**AsF₅ and one water molecule, pulled apart along the As–O line**

Both molecules keep the shapes they have in the complex while the water slides along the line from arsenic to oxygen. Negative energies mean binding. The electrostatic term is the attraction between the undisturbed charge clouds. The Pauli term is the cost of letting filled orbitals overlap, and the orbital term is the gain when the electrons then adjust. Together with a small dispersion correction they add up to the uncorrected interaction.

PySCF 2.14.0, M06-2X-D3(0)/def2-SVPD with density fitting: gas-phase AsF₅ and H₂O, both neutral singlets, kept rigid in their GFN2-xTB complex shapes and moved along the As–O line. Interaction energies are relative to the frozen molecules, taken in the basis of the whole complex for the counterpoise values; the four terms sum to the uncorrected value.

| contact distance (Å) | interaction counterpoise (kcal/mol) | interaction uncorrected (kcal/mol) | electrostatic term (kcal/mol) | pauli term (kcal/mol) | orbital term (kcal/mol) | dispersion or correlation term (kcal/mol) |
| --- | --- | --- | --- | --- | --- | --- |
| 1.732 | -11.50 | -14.95 | -155.72 | 238.74 | -97.95 | -0.040 |
| 1.840 | -23.53 | -26.58 | -116.28 | 166.61 | -76.87 | -0.040 |
| 1.949 | -29.12 | -31.84 | -87.49 | 115.38 | -59.68 | -0.040 |
| 2.057 | -30.84 | -33.27 | -66.53 | 79.27 | -45.96 | -0.050 |
| 2.165 | -30.31 | -32.49 | -51.25 | 54.02 | -35.20 | -0.050 |
| 2.273 | -28.54 | -30.50 | -40.04 | 36.49 | -26.90 | -0.060 |
| 2.382 | -26.19 | -27.95 | -31.74 | 24.44 | -20.59 | -0.060 |
| 2.706 | -18.72 | -19.99 | -17.15 | 7.04 | -9.80 | -0.080 |
| 3.248 | -9.30 | -9.99 | -7.51 | 0.83 | -3.21 | -0.100 |
| 4.330 | -2.69 | -2.99 | -2.21 | -0.22 | -0.47 | -0.090 |
| 6.495 | -0.50 | -0.52 | -0.45 | -0.02 | -0.02 | -0.030 |

**1. What holds the pair together when the molecules are far apart?**

With both shapes frozen, electrostatics does nearly all of it. At 6.495 Å the orbitals hardly overlap, so there is almost nothing to repel and almost nothing to share. What remains is the field of one charge distribution acting on the other: −0.45 of the −0.52 kcal/mol. Such a field fades as a power of the distance, much more slowly than overlap, which fades exponentially.

**2. Which term is largest at the bottom of the well, and why is the pair still bound?**

The lowest row is at 2.057 Å, and its largest single term is repulsive: the Pauli term costs 79.27 kcal/mol. Electrostatics (−66.53) and orbital relaxation (−45.96) each fall short of it, but together they exceed it. The pair is bound by the sum of two attractions, of which electrostatics is the larger at every distance.

Both attractions have a standard explanation. Once the clouds interpenetrate, the electrons of one molecule feel the poorly screened nuclei of the other, which strengthens the electrostatic pull. The oxygen lone pair also donates into empty orbitals of AsF₅, as in any bond between a Lewis base and a Lewis acid. The same calculation supports this: at 2.057 Å about 0.16 electrons have moved from water to AsF₅, though the amount depends on how the density is divided.

**3. If attraction grows on approach, why does the energy turn upwards?**

Repulsion grows faster. From the lowest row in to 1.732 Å, the attraction gains 141.2 kcal/mol, but the Pauli term rises by 159.5. On the way out to 2.382 Å the balance tips the other way: the Pauli term falls by 54.8 kcal/mol, while 60.2 of attraction are lost.

The difference lies in range. Pauli repulsion needs filled orbitals to overlap and dies with that overlap. Near the well the attraction also depends partly on overlap, through interpenetration and donation, but electric fields and polarisation add a part that reaches further. This is the usual explanation; the table itself shows only that the attraction falls off more slowly. A short-ranged repulsion on top of a longer-ranged attraction leaves a well between the two limits.

**4. Can two simple exponentials tell where the well lies?**

Let $P$ be the Pauli term and $A$ the size of the summed attraction at distance $R$. Give each a single exponential, starting from the innermost row at $R_0 = 1.732$ Å:

$$P = P_0\,e^{-b_P(R-R_0)}, \qquad A = A_0\,e^{-b_A(R-R_0)}.$$

The decay rates follow from the rows at 1.732 and 2.382 Å: $b_P = 3.506$ and $b_A = 2.427$ per Å. The energy $P-A$ is lowest where its slope vanishes, that is, where $b_P P = b_A A$. Solving for the distance gives

$$R_{\min} = R_0 + \frac{\ln(b_P P_0/b_A A_0)}{b_P-b_A} = 1.732 + \frac{\ln\left(\dfrac{3.506\times 238.7}{2.427\times 253.7}\right)}{3.506-2.427} \approx 2.02\ \text{Å}.$$

The lowest row, which was not used to set the constants, lies at 2.057 Å. The two rows that were used stand on either side of the well, so this is an interpolation and a mild test only. The condition also shows why the pair is bound there: at the bottom the forces balance, not the energies. The steeper repulsion matches the pull with less energy, so the attraction should be larger by a factor of $3.506/2.427 = 1.44$. The table gives $112.5/79.27 = 1.42$.

**5. Where does this picture fail?**

It makes the well too deep: −38.9 kcal/mol at 2.057 Å, against an uncorrected −33.27. Neither term is a pure exponential, and the two deviations add instead of cancelling.

The failure far out is more basic. At 4.330 Å the model leaves only −0.44 kcal/mol, while the table has −2.99. An exponential set by rows near the well cannot carry the slow electrostatic tail of question 1. The printed output after this text follows the model through every row.

**6. Does the tiny dispersion column mean that dispersion is unimportant?**

No. The column holds only the correction added to the functional, −0.05 kcal/mol in the lowest row. M06-2X already describes much of the correlation between electrons at medium range, and in this division the share that belongs to the frozen orbitals sits inside the Pauli term. This is also the likely reason why the Pauli term turns slightly negative in the two outermost rows: it contains more than repulsion. A functional without built-in medium-range correlation would divide the same physics differently.

**7. Which digits can be trusted?**

Each molecule lowers its energy a little by borrowing the other's basis functions, and this counts falsely as binding. The counterpoise correction removes 2.43 kcal/mol of it in the lowest row, about 8% of the corrected interaction. The second decimal is therefore good for following the curve, not for stating a bond strength. Counterpoise does not remove the functional's own error or the other limits of a small basis set, so even whole kilocalories are uncertain.

The individual terms need more care. They belong to the uncorrected energy, and the borrowing enters with orbital relaxation, because the frozen steps use each molecule's own functions. At 4.330 Å the basis error is 0.30 kcal/mol and the whole orbital term only −0.47, so most of that apparent relaxation may be an artefact.

The position of the minimum is soft as well. The next row out, at 2.165 Å, lies only 0.53 kcal/mol higher. Both molecules are also held rigid in shapes taken from a tight-binding (GFN2-xTB) geometry, so the scan places the well near 2.1 Å but does not give a relaxed M06-2X bond length.

**8. What would change if both molecules could relax?**

Far from water, AsF₅ would return from the square pyramid it forms in the complex to its free trigonal bipyramid. The free shape has no dipole, while the pyramid may have one, so the electrostatic tail of question 1 would change as well. Bending it into the pyramid, with a small change in water, costs 9.39 kcal/mol, and the curve leaves this cost out. Counted against relaxed molecules, the binding in the lowest row is $-30.84 + 9.39 = -21.45$ kcal/mol.

That is still strong for a single water molecule. Where AsF₅ serves as a dopant for conducting polymers, it is a sober reason to keep moisture out, although the reaction that may follow binding lies beyond this curve. The practical rule is to read the interaction energy for what acts between the molecules, and to add the cost of deformation before asking how firmly they bind.

Printed output of the fit:

```
Terms along the path (energies in kcal/mol):
    row  summed attraction  electrostatic share of attraction in %  basis error  basis error in % of orbital term  two-exponential model
  1.732              253.7                                   61.38         3.45                             3.522                 -14.97
   1.84              193.2                                   60.19         3.05                             3.968                 -31.73
  1.949              147.2                                   59.43         2.72                             4.558                 -38.29
  2.057              112.5                                   59.12         2.43                             5.287                  -38.9
  2.165               86.5                                   59.25         2.18                             6.193                  -36.4
  2.273                 67                                   59.76         1.96                             7.286                 -32.44
  2.382              52.39                                   60.58         1.76                             8.548                 -27.95
  2.706              27.03                                   63.45         1.27                             12.96                 -16.02
  3.248              10.82                                   69.41         0.69                              21.5                 -5.232
   4.33               2.77                                   79.78          0.3                             63.83                -0.4371
  6.495                0.5                                      90         0.02                               100              -0.002409
Pauli rise from the lowest row to the innermost row, kcal/mol: 159.5
Gain of summed attraction on the same way in, kcal/mol: 141.2
Pauli fall from the lowest row out to the row near 2.4 angstrom, kcal/mol: 54.83
Loss of summed attraction on the same way out, kcal/mol: 60.15
Decay rate of Pauli term in the model, per angstrom: 3.506
Decay rate of summed attraction in the model, per angstrom: 2.427
Distance of the minimum in the model, angstrom: 2.017
Model less table for the uncorrected interaction in the lowest row, kcal/mol: -5.634
Model less table for the Pauli term in the lowest row, kcal/mol: -2.884
Model less table for the summed attraction in the lowest row, kcal/mol: 2.75
Power of distance in the electrostatic fall between the two outermost rows: 3.925
Basis error in the lowest row, % of counterpoise interaction: 7.879
Counterpoise energy of the next row out above the lowest row, kcal/mol: 0.53
Deformation energy of both parts, kcal/mol: 9.387
Binding against relaxed parts in the lowest row, kcal/mol: -21.45
```
